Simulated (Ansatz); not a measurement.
## Al: energy above lowest point and pressure against volume scale

Results calculated with Ansatz 0.2.0, not measured. Free energy against uniform scaling of the volume at fixed shape and fractions; periodic cell, basis, potentials, k mesh and filling as listed.

The cell before it is scaled or strained (space group Fm-3m, No. 225):
```
cell vectors (Å)
   0.0000     2.0315     2.0315
   2.0315     0.0000     2.0315
   2.0315     2.0315     0.0000
atoms (fractions of the cell vectors)
Al  0.00000  0.00000  0.00000
```

Settings of every row: functional r2SCAN; dispersion none; potentials PAW; wave cutoff 600 eV; density cutoff 2400 eV; k mesh 12x12x12; k shift 0x0x0; occupations fermi dirac; smearing width 0.05 eV; spin none.

Limits: coarse k mesh, up to 40 meV an atom off.

```
row  volume scale  V (Å³/atom)  energy above lowest point (meV/atom)  pressure (GPa)
  1        0.9406       15.772                                     0            1.02
  2        0.9703        16.27                                     ?               ?
  3             1       16.768                                    10           -3.98
  4        1.0297       17.266                                  25.5           -5.97
  5        1.0594       17.764                                  46.8           -7.67
```

Question: what energy above lowest point and pressure should row 2 give?

Worked fit of energy above lowest point. Take u = (V_r/V)^(2/3) − 1 with V_r = 17.017 Å³ an atom, which is twice the finite (Eulerian) strain; such expansions in the strain, on which the Birch-Murnaghan equation of state is built, carry the rest volume and the bulk modulus. The shown rows have u = 0.05196, 0.00988, -0.00964, -0.02823. Least squares give energy above lowest point = 16.98 − 799.1 × u + 9090 × u² meV/atom; a straight line predicts inner rows, each left out in turn, worse (root mean square 8.9 against 0.067 meV/atom). All shown rows lie on it to the printed digit. Its lowest point lies at u = 0.0440, or V = 15.95 Å³ an atom, and the curvature there gives the bulk modulus at fixed shape and fractions, B = (4/9)(1 + u)² E″(u)/V = 88.4 GPa. The withheld row has u = 0.03038, so the fit gives 16.98 − 799.1 × (0.03038) + 9090 × (0.03038)² = 1.1 meV/atom.

The calculation gave 1.1 meV/atom. The fit meets it to the printed digit.

Worked fit of pressure. Take u = (V_r/V)^(2/3) − 1 with V_r = 17.017 Å³ an atom, which is twice the finite (Eulerian) strain; such expansions in the strain, on which the Birch-Murnaghan equation of state is built, carry the rest volume and the bulk modulus. The shown rows have u = 0.05196, 0.00988, -0.00964, -0.02823. Least squares give pressure = −5.013 + 101.86 × u + 274.4 × u² GPa; a straight line predicts inner rows, each left out in turn, worse (root mean square 0.27 against 0.00053 GPa). All shown rows lie on it to the printed digit. The pressure vanishes at u = 0.0440, or V = 15.95 Å³ an atom, and there the bulk modulus at fixed shape and fractions is B = −V dP/dV = (2/3)(1 + u) dP/du = 87.7 GPa. The withheld row has u = 0.03038, so the fit gives −5.013 + 101.86 × (0.03038) + 274.4 × (0.03038)² = -1.67 GPa.

The calculation gave -1.67 GPa. The fit meets it to the printed digit.
